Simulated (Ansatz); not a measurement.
Isomers of C2H7AlO2

2 of its isomers, all singlets with charge 0: A = `C[O][Al]([CH3])[OH]`; B = `C[CH2][Al]([OH])[OH]`.

Shapes, held fixed at every level: PBE0-D4/def2-TZVP. Flexible molecules stand in one conformer, not always the lowest. Programs: Ansatz 0.2.0.

A:

```xyz
12

C    -1.4047   -0.2743    1.5071
O    -0.2179    0.3964    1.2108
Al    0.7974    0.4684   -0.1387
C     0.4514   -0.5147   -1.7730
O     2.1710    1.4538   -0.0234
H    -2.1961    0.4429    1.7516
H    -1.7614   -0.8960    0.6749
H    -1.2661   -0.9269    2.3762
H    -0.5198   -0.2486   -2.2005
H     1.2167   -0.3146   -2.5259
H     0.4321   -1.5935   -1.5919
H     2.3742    1.9521    0.7667
```

B:

```xyz
12

C    -1.6070   -0.5532    0.5553
C    -0.5179   -0.5698   -0.5184
Al    1.0686    0.4898   -0.1194
O     2.4098    0.6331   -1.1543
O     1.1435    1.3336    1.3490
H    -1.9725    0.4591    0.7420
H    -2.4678   -1.1663    0.2717
H    -1.2358   -0.9309    1.5108
H    -0.1951   -1.6003   -0.7151
H    -0.9248   -0.2219   -1.4765
H     2.4781    0.2043   -2.0046
H     1.8979    1.8673    1.5935
```

Electronic energies in kJ/mol, without zero-point or thermal terms.

Which isomer should be the most stable, and roughly by how much?

B < A in rising energy, over a span of 44 kJ/mol, by CCSD(T)/CBS estimate. All levels agree on that. The B − A difference spans -44.1 to -22.1 kJ/mol over the levels. The CBS estimate extrapolates MP2 from def2-TZVPP and def2-QZVPP and adds CCSD(T) − MP2 in the triple-zeta set, cores frozen.

```csv
level,kind,B − A
HF/def2-SVP,Hartree–Fock,-22.1
HF/def2-TZVPP,Hartree–Fock,-29.5
B3LYP-D4/def2-TZVPP,global hybrid,-35.0
wB97X-V/def2-TZVPP,range-separated hybrid,-37.1
B2PLYP/def2-TZVPP,double hybrid,-37.7
CCSD(T)/def2-TZVPP,coupled cluster or CI,-41.4
CCSD/def2-TZVPP,coupled cluster or CI,-40.5
CCSD(T)/CBS estimate,coupled cluster or CI,-44.1
```

The ethylaluminium dihydroxide B lies below the methoxy(methyl) isomer A by 44 kJ/mol at the best level. Both molecules have one Al–C and two Al–O bonds, so the preference has little to do with how many strong, polar bonds aluminium forms. What changes is the rest of the framework: going from A to B exchanges a C–O and a C–H bond for a C–C and an O–H bond. The strength of O–H relative to C–H drives this exchange, much as it favours ethanol over dimethyl ether.

Hartree–Fock already gives the right sign, but in the same triple-zeta basis correlation deepens the gap from -29.5 to -41.4 kJ/mol. Nearly all of that is present at CCSD, and the small triples contribution suggests that the ordering does not hinge on difficult correlation effects. The preference applies to isolated monomers; three-coordinate aluminium is a strong Lewis acid, and association through bridging hydroxide or methoxide could change the balance in condensed phases.
